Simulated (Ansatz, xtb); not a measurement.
Ranking isomers of C4H6BNOS

6 gas-phase structures of C4H6BNOS, from a drawn sample of its isomers (lower ones may exist). Each was relaxed with GFN2-xTB; where two conformers were screened, the lower at r2SCAN-D4/def2-SVP is listed:

A. `Bc1nc(OC)cs1`, a singlet
B. `Bc1ncc(OC)s1`, a singlet
C. `Bc1cnc(OC)s1`, a singlet
D. `Bc1ncsc1OC`, a singlet
E. `Bc1scnc1OC`, a singlet
F. `Bc1csc(OC)n1`, a singlet

Question: Which do you expect lowest at r2SCAN-D4/def2-SVP, and how would the others follow?

Answer: Calculated order at r2SCAN-D4/def2-SVP: C (0.0), E (1.1), A (6.9), F (7.2), B (11.6), D (13.8) kcal/mol. Less than 1 kcal/mol parts A and F, so the order within that pair means little.

Energies above the lowest of each column, in kcal/mol; the last columns are at B3LYP-D3(BJ)/def2-SVP geometries:

```json
{"structure": "C", "GFN2-xTB": "0.0", "HF/STO-3G": "0.0", "r2SCAN-D4/def2-SVP": "0.0", "B3LYP-D3(BJ)/def2-SVP": "0.0", "CCSD(T)/def2-SVP + ΔMP2/def2-TZVPP": "0.0"}
{"structure": "E", "GFN2-xTB": "1.9", "HF/STO-3G": "2.6", "r2SCAN-D4/def2-SVP": "1.1", "B3LYP-D3(BJ)/def2-SVP": "1.4", "CCSD(T)/def2-SVP + ΔMP2/def2-TZVPP": "1.2"}
{"structure": "A", "GFN2-xTB": "4.9", "HF/STO-3G": "10.9", "r2SCAN-D4/def2-SVP": "6.9", "B3LYP-D3(BJ)/def2-SVP": "7.1", "CCSD(T)/def2-SVP + ΔMP2/def2-TZVPP": "6.0"}
{"structure": "F", "GFN2-xTB": "2.9", "HF/STO-3G": "4.9", "r2SCAN-D4/def2-SVP": "7.2", "B3LYP-D3(BJ)/def2-SVP": "6.6", "CCSD(T)/def2-SVP + ΔMP2/def2-TZVPP": "5.8"}
{"structure": "B", "GFN2-xTB": "6.5", "HF/STO-3G": "13.3", "r2SCAN-D4/def2-SVP": "11.6", "B3LYP-D3(BJ)/def2-SVP": "11.6", "CCSD(T)/def2-SVP + ΔMP2/def2-TZVPP": "12.5"}
{"structure": "D", "GFN2-xTB": "7.1", "HF/STO-3G": "10.5", "r2SCAN-D4/def2-SVP": "13.8", "B3LYP-D3(BJ)/def2-SVP": "13.3", "CCSD(T)/def2-SVP + ΔMP2/def2-TZVPP": "14.1"}
```

Every level run on C puts it lowest or level with the lowest. CCSD(T)/def2-SVP + ΔMP2/def2-TZVPP orders those it was run on as C (0.0), E (1.2), F (5.8), A (6.0), B (12.5), D (14.1) kcal/mol. Less than 1 kcal/mol parts F and A, so the order within that pair means little. Flexible structures stand in one conformer each, not always the lowest. ΔMP2 is the change of the MP2 energy from the smaller to the larger basis.

Over these structures GFN2-xTB departs from r2SCAN-D4/def2-SVP by 2.5 kcal/mol on average once a common shift is removed. A GFN2-xTB relaxation took about 0.07 s and the r2SCAN-D4/def2-SVP energy about 3.6 s on a shared host (Ansatz 0.2.0, xtb 6.7.1).

All six structures are thiazoles carrying a boryl and a methoxy group, so the ranking reflects where the substituents sit. The two lowest, C and E, have boron on C5 and methoxy on a carbon bonded to nitrogen. A and F keep the methoxy next to nitrogen but move boron off C5, while B and D, the highest, have methoxy on C5 itself. This probably reflects ring polarity: C5 is the comparatively electron-rich carbon and can feed boron's empty p orbital, whereas oxygen donates better into the electron-poor carbons beside nitrogen. Donor-acceptor conjugation alone can't explain the order, since B and D also link oxygen to boron through the π system. The three tiers survive in every column except HF/STO-3G, which puts A slightly above D. GFN2-xTB keeps them but compresses the range, with D at 7.1 rather than 13.8 kcal/mol. The ranking concerns isolated molecules and needn't carry over to condensed phases, where a free BH2 group would tend to dimerise or bind a ring nitrogen of a neighbour.
